Trigonal inversion and the C14 coupling

A threefold axis lets an elastic crystal do something that a sixfold axis forbids: a pull along one basal direction can shear the crystal out of the basal plane. One stiffness constant, C14, carries this coupling. We derive the form of the stiffness matrix, invert it by hand, and find how Young's modulus depends on direction. At each "Predict", answer before reading on.

1. Premises and conventions

(a) The strain ε_ij is small and homogeneous, and the reference state is free of stress. The energy density is then quadratic, W = ½ Σ C_IJ ε_I ε_J, and the stress is σ_I = ∂W/∂ε_I.

(b) Voigt order is 1 = 11, 2 = 22, 3 = 33, 4 = 23, 5 = 13, 6 = 12. Stresses carry no factor. Shear strains are engineering strains: ε4 = 2ε23, ε5 = 2ε13, ε6 = 2ε12. With this choice the compliance matrix S is the plain matrix inverse of C.

(c) W is unchanged by every operation of the point group. The axis x3 is the threefold axis and x1 is a twofold axis of class −3m.

(d) Temperature (or entropy) and electric field are held fixed, the field at zero. Young's modulus is written Y, to keep E for the field.

Predict: LiNbO3 belongs to the polar class 3m and has no twofold axis. Does the result for −3m apply to it?

It does. Inversion x → −x multiplies ε_ij by (−1)² = 1, so W cannot tell an operation from that operation times inversion. A mirror is a twofold rotation about its normal times inversion. Classes 32, 3m and −3m therefore share one elastic matrix, and in LiNbO3 x1 is the normal to a mirror plane.

2. What the threefold axis allows

Under a rotation by α about x3, x1 + i x2 is multiplied by exp(iα) and x3 is unchanged. Strain components transform like products x_i x_j. The products x3², x1² + x2², 2x3(x1 + i x2) and (x1 + i x2)² = x1² − x2² + 2i x1x2 suggest the combinations

A = ε1 + ε2 and ε3, unchanged (weight m = 0),
ζ = ε5 + i ε4, multiplied by exp(iα) (m = 1),
η = ε1 − ε2 + i ε6, multiplied by exp(2iα) (m = 2).

The conjugates ζ* and η* have weights −1 and −2. A product of two of these gains exp(i m α) with m the sum of the weights. For α = 120° it survives only if m is a multiple of 3.

Predict: list the surviving quadratic products.

With m = 0: A², Aε3, ε3², |ζ|², |η|². With m = ±3: ζη and its conjugate, that is Re(ζη) and Im(ζη). The products ζ² (m = 2), η² (m = 4), ζ*η (m = 1) and those of A or ε3 with ζ or η all drop out. A sixfold axis would need m to be a multiple of 6 and would remove ζη as well, leaving the five constants of a hexagonal crystal.

3. What the twofold axis removes

The twofold rotation about x1 reverses x2 and x3. Then ε5 and ε6 change sign, while ε1 to ε4 do not. Hence ζ → −ζ*, η → η* and ζη → −(ζη)*.

Predict: which part of ζη remains?

The real part changes sign and its coefficient must vanish. The imaginary part is unchanged:

Im(ζη) = ε4(ε1 − ε2) + ε5ε6.

The general energy has six constants:

W = ½ a A² + C13 Aε3 + ½ C33 ε3² + ½ C44 |ζ|² + ½ C66 |η|² + C14 Im(ζη).   (1)

Compare with W = ½ Σ C_IJ ε_I ε_J. The ε1² terms give C11 = a + C66, and the ε1ε2 terms give C12 = a − C66. Thus C66 = (C11 − C12)/2 and a = (C11 + C12)/2. The last term gives C24 = −C14 and C56 = C14. The rows of C are

(C11, C12, C13, C14, 0, 0)
(C12, C11, C13, −C14, 0, 0)
(C13, C13, C33, 0, 0, 0)
(C14, −C14, 0, C44, 0, 0)
(0, 0, 0, 0, C44, C14)
(0, 0, 0, 0, C14, C66).

The sign of C14 = C1123 depends on the senses of the axes. A half turn of the frame about x3 reverses x2 but not x3 and turns C14 into −C14. A tabulated sign has meaning only with a rule that fixes +x2 relative to +x3.

4. Inversion in blocks

Put B = ε1 − ε2. In (1), A couples only to ε3, B only to ε4, and ε5 only to ε6. The 6×6 problem is three 2×2 problems. The complementary energy ½ Σ S_IJ σ_I σ_J obeys the same symmetry, but tensor shear stresses σ23 correspond to ε4/2, so factors of two will differ. We let the algebra supply them.

Block (B, ε4). Subtract row 2 from row 1, and copy row 4:

σ1 − σ2 = (C11 − C12) B + 2C14 ε4,
σ4 = C14 B + C44 ε4.

Predict: the determinant.

It is F = C44(C11 − C12) − 2C14². Cramer's rule gives

B = [C44(σ1 − σ2) − 2C14 σ4]/F,   (2)
ε4 = [−C14(σ1 − σ2) + (C11 − C12) σ4]/F.   (3)

Block (A, ε3). Add rows 1 and 2, and copy row 3:

σ1 + σ2 = (C11 + C12) A + 2C13 ε3,
σ3 = C13 A + C33 ε3.

With G = C33(C11 + C12) − 2C13²,

A = [C33(σ1 + σ2) − 2C13 σ3]/G,   (4)
ε3 = [−C13(σ1 + σ2) + (C11 + C12) σ3]/G.   (5)

Now ε1 = (A + B)/2 and ε2 = (A − B)/2. The coefficients of σ1 and σ2 in ε1 are S11 = ½(C33/G + C44/F) and S12 = ½(C33/G − C44/F). Those of σ3 and σ4 are S13 = −C13/G and S14 = −C14/F. In ε2 the sign of B is reversed, so S22 = S11, S23 = S13 and S24 = −S14. Equations (3) and (5) give S44 and S33. Collected:

S11 − S12 = C44/F,  S14 = −C14/F,  S44 = (C11 − C12)/F,   (6)
S11 + S12 = C33/G,  S13 = −C13/G,  S33 = (C11 + C12)/G.   (7)

Block (ε5, ε6). Here σ5 = C44 ε5 + C14 ε6 and σ6 = C14 ε5 + C66 ε6.

Predict: is S56 equal to S14, as C56 equals C14?

No. The determinant is C44C66 − C14² = F/2. Therefore S55 = 2C66/F = S44, S66 = 2C44/F = 2(S11 − S12), and S56 = −2C14/F = 2S14.

5. Reading the result

Define k² = C14²/(C44C66). Then F = C44(C11 − C12)(1 − k²), and (6) becomes S44 = 1/[C44(1 − k²)] and S66 = 1/[C66(1 − k²)]. The coupling softens both shears by the same factor, because a free crystal relaxes the partner strain. This softening is of second order in C14. The entry S14 is of first order: a stress σ1 alone produces the shear ε4 = S14 σ1.

The crystal is stable at zero stress if W > 0 for every nonzero strain. W is a sum over the three blocks, and a symmetric 2×2 block is positive when one diagonal entry and the determinant are positive. The (B, ε4) part of (1) is ½C66B² + C14Bε4 + ½C44ε4², with determinant F/2. The (A, ε3) part has determinant aC33 − C13² = G/2. The conditions are C44 > 0, F > 0, C33 > 0 and G > 0. Given C44 > 0, F > 0 means C66 > 0 and k² < 1.

6. Young's modulus along a direction n

Load a bar along the unit vector n with stress p, so σ_ij = p n_i n_j. In Voigt form σ_I = p v_I with v = (n1², n2², n3², n2n3, n1n3, n1n2). The extension along the bar is Σ n_i n_j ε_ij. Each shear appears twice in that sum, 2n2n3 ε23 = n2n3 ε4, so the extension is Σ v_I ε_I with the same v. Dividing by p,

1/Y = Σ v_I S_IJ v_J.

Collect the terms by group.

Basal terms: S11(n1⁴ + n2⁴) + (2S12 + S66) n1²n2² = S11(n1² + n2²)², because 2S12 + S66 = 2S11.
Axial term: S33 n3⁴.
Mixed terms: (2S13 + S44) n3²(n1² + n2²), from the entries 13, 23, 44 and 55.

Predict: the coupling terms, from the entries 14, 24 and 56, each of which appears twice.

2S14 n1² n2n3 − 2S14 n2² n2n3 + 2(2S14) n1n3 n1n2 = 2S14 n2n3(3n1² − n2²).

Let n = (sin θ cos φ, sin θ sin φ, cos θ), with θ measured from +x3 and φ from +x1 toward +x2. Then n2(3n1² − n2²) = sin³θ (3 sin φ − 4 sin³φ) = sin³θ sin 3φ, and

1/Y = S11 sin⁴θ + S33 cos⁴θ + (S44 + 2S13) sin²θ cos²θ + 2S14 sin³θ cos θ sin 3φ.   (8)

The last term has period 120° in φ. It is unchanged by n → −n (θ → 180° − θ, φ → φ + 180°) and by the twofold rotation (θ → 180° − θ, φ → −φ), since two factors change sign each time.

Predict: where is the last term zero, and where is it largest?

It vanishes along x3, throughout the basal plane, and in the vertical planes that contain a twofold axis (φ = 0°, 60°, 120°). In the basal plane Y = 1/S11 for every φ. On a cone of fixed θ the extremes lie in the mirror planes (φ = 30°, 90°, 150°). The derivative of sin³θ cos θ is sin²θ(3cos²θ − sin²θ), which vanishes at tan²θ = 3. So θ = 60°, where the factor is 3√3/16 = 0.325. This angle maximises the azimuthal swing of 1/Y. It need not be an extremum of Y itself, since the other three terms also vary with θ.

7. Range of validity

Symmetry. Equations (6) to (8) are exact within premises (a) to (d) for classes 32, 3m and −3m with x1 as stated. In classes 3 and −3 the term C15 Re(ζη) survives. The two coupling terms combine into Im[(C14 + iC15)ζη], and turning the frame about x3 removes the phase. The results then hold in the turned frame with C14² replaced by C14² + C15².

Strain. Third-order constants are typically about ten times the second-order ones, so a strain of 10⁻³ shifts the moduli by roughly 1 per cent. Under a pressure that is not small against C44, the reference state is stressed and the stability conditions acquire pressure terms.

Heat. At fixed field, adiabatic and isothermal stiffnesses differ by a term built from the thermal stress, which has weight m = 0. It alters only the (A, ε3) block, so (6) is the same in both cases.

Electric field. This limit matters most for LiNbO3. The constitutive laws are σ = C^E ε − eᵀE and D = eε + κE, with e the piezoelectric stress matrix and κ the permittivity at constant strain. At E = 0 the stiffness is C^E, and its inverse is S^E. At D = 0, E = −κ⁻¹eε, and the stiffness is C^D = C^E + eᵀκ⁻¹e. The method of section 2 gives the basal part of e. The field E1 + iE2 has weight 1, so it pairs with ζ* (m = 0) and with η (m = 3). The mirror x1 → −x1 reverses E1, ε5 and ε6 and keeps

e15(E1ε5 + E2ε4) − e22[E1ε6 + E2(ε1 − ε2)].

Hence e24 = e15 and e21 = e16 = −e22. The component E3 couples only to A and ε3. With κ11 = κ22,

C14^D = C14^E − e22e15/κ11,  C44^D = C44^E + e15²/κ11,  C66^D = C66^E + e22²/κ11.   (9)

A uniformly stressed sample whose whole surface is metallised at one potential has E = 0. An unelectroded sample obeys mixed conditions that depend on its shape.

8. Numbers: LiNbO3 at constant field

Typical room-temperature inputs, in GPa: C11 = 203, C12 = 53, C13 = 75, C14 = +9, C33 = 245, C44 = 60. The sign of C14 belongs to the usual frame, in which the +x2 and +x3 faces become negative under compression along their normals. All results are computed without rounding and rounded only for printing.

F = 60 × 150 − 2 × 81 = 8838 GPa², G = 245 × 256 − 2 × 5625 = 51470 GPa², and k² = 0.018. All four stability conditions hold. In TPa⁻¹ (10⁻¹² m²/N):

S11 − S12 = 6.79, S11 + S12 = 4.76,
S11 = 5.77, S12 = −1.01, S13 = −1.46, S33 = 4.97,
S14 = −1.02, S44 = 16.97, S66 = 13.58.

S44 exceeds 1/C44 = 16.67 TPa⁻¹ only slightly, as the small k² implies. Y is 201 GPa along x3 and 173 GPa in the basal plane.

Predict: at θ = 60° in the x2x3 mirror plane, which tilt is softer, toward +x2 or toward −x2?

The weights sin⁴θ, cos⁴θ and sin²θ cos²θ are 9/16, 1/16 and 3/16, and S44 + 2S13 = 14.06 TPa⁻¹. The first three terms of (8) sum to 6.19 TPa⁻¹. The coupling amplitude is 2|S14| × 0.325 = 0.66 TPa⁻¹, or 11 per cent of that sum. Toward +x2, φ = 90° and sin 3φ = −1. With S14 negative the term adds compliance, and Y = 146 GPa. Toward −x2, φ = −90°, the term subtracts and Y = 181 GPa. A constant that softens the shears by under 2 per cent thus splits Y strongly between two directions at the same polar angle.

Now the size of the electrical correction. Typical inputs in the same frame are e15 = 3.7 C/m², e22 = 2.5 C/m² and κ11 = 44 ε0. Equation (9) shifts C14 by −24 GPa, to C14^D = −15 GPa, and gives C44^D = 95 GPa and C66^D = 91 GPa. With F^D = 2(C44^D C66^D − (C14^D)²), equation (6) yields S14^D = +0.9 TPa⁻¹. The correction is larger than C14^E and reverses the sign of the azimuthal term. At constant D the tilt toward +x2 is the stiffer one.

Sapphire, the class −3m substrate for nitride and silicon films, is centrosymmetric and has no such correction. Typical inputs in GPa are C11 = 497, C12 = 163, C13 = 116, |C14| = 22, C33 = 501, C44 = 147. They give F = 48130 GPa², k² = 0.020 and |S14| = 0.46 TPa⁻¹. At θ = 60° the axial sum is 2.62 TPa⁻¹ and the amplitude 0.30 TPa⁻¹, so Y runs from 343 to 431 GPa around the cone. Which tilt is the soft one depends on the sign of C14 in the chosen frame.

These moduli are the model's values for the typical inputs, not measured properties. Tabulated sets for LiNbO3 typically differ by ten per cent or more in C13 and C14. The amplitude is nearly proportional to C14, so a change of 1 GPa in that constant moves it by about one ninth.